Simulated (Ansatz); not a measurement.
## A series in volume scale on Ta

All results are calculated (Ansatz 0.2.0). Periodic Kohn-Sham DFT of a crystal at fixed atoms, scaled to volume_scale times the given cell; pressure positive in compression, energy less spherical unpolarised free atoms, largest_vzz the field gradient of largest size among the nuclei.

The cell before it is scaled or strained (space group Fm-3m, No. 225):
```
CELL_PARAMETERS angstrom
0.00000 2.11000 2.11000
2.11000 0.00000 2.11000
2.11000 2.11000 0.00000
ATOMIC_POSITIONS crystal
Ta 0.00000 0.00000 0.00000
```

Settings of every row: method all-electron PAW; functional PBEsol; relativity scalar; k mesh 15x15x15; filling fermi-dirac; smearing width 0.08 eV; nucleus gaussian.

Atom start moment: 0 on all atoms.

Limits: no spin-orbit coupling on heavy atoms.

```csv
row,volume scale,V (Å³/atom),pressure (GPa)
1,0.94,17.661,6.514
2,0.9405,17.67,6.396
3,0.96,18.036,1.992
4,0.98,18.412,-2.11
5,0.99,18.6,-4.017
6,1,18.788,-5.833
7,1.01,18.976,-7.564
8,1.02,19.164,?
9,1.04,19.539,-12.282
```

Question: what pressure should row 8 give?

Worked fit of pressure. Take u = (V_r/V)^(2/3) − 1 with V_r = 18.506 Å³ an atom, which is twice the finite (Eulerian) strain; such expansions in the strain, on which the Birch-Murnaghan equation of state is built, carry the rest volume and the bulk modulus. The shown rows have u = 0.03165, 0.0313, 0.0173, 0.0034, -0.00337, -0.01003, -0.01658, -0.03556. Least squares give pressure = −3.0758 + 281.396 × u + 657.89 × u² + 706 × u³ GPa; a parabola predicts inner rows, each left out in turn, worse (root mean square 0.0068 against 0.0021 GPa). The rows lie off it by 0.002, -0.002, -0.001, 0.001, 0.000, 0.000, 0.000, 0.000. The pressure vanishes at u = 0.0107, or V = 18.21 Å³ an atom, and there the bulk modulus at fixed shape and fractions is B = −V dP/dV = (2/3)(1 + u) dP/du = 199 GPa. The withheld row has u = -0.02302, so the fit gives −3.0758 + 281.396 × (-0.02302) + 657.89 × (-0.02302)² + 706 × (-0.02302)³ = -9.214 GPa.

The calculation gave -9.213 GPa. The fit lies 0.001 GPa (0.0053 % of the column's range) below it, one unit of the last digit.
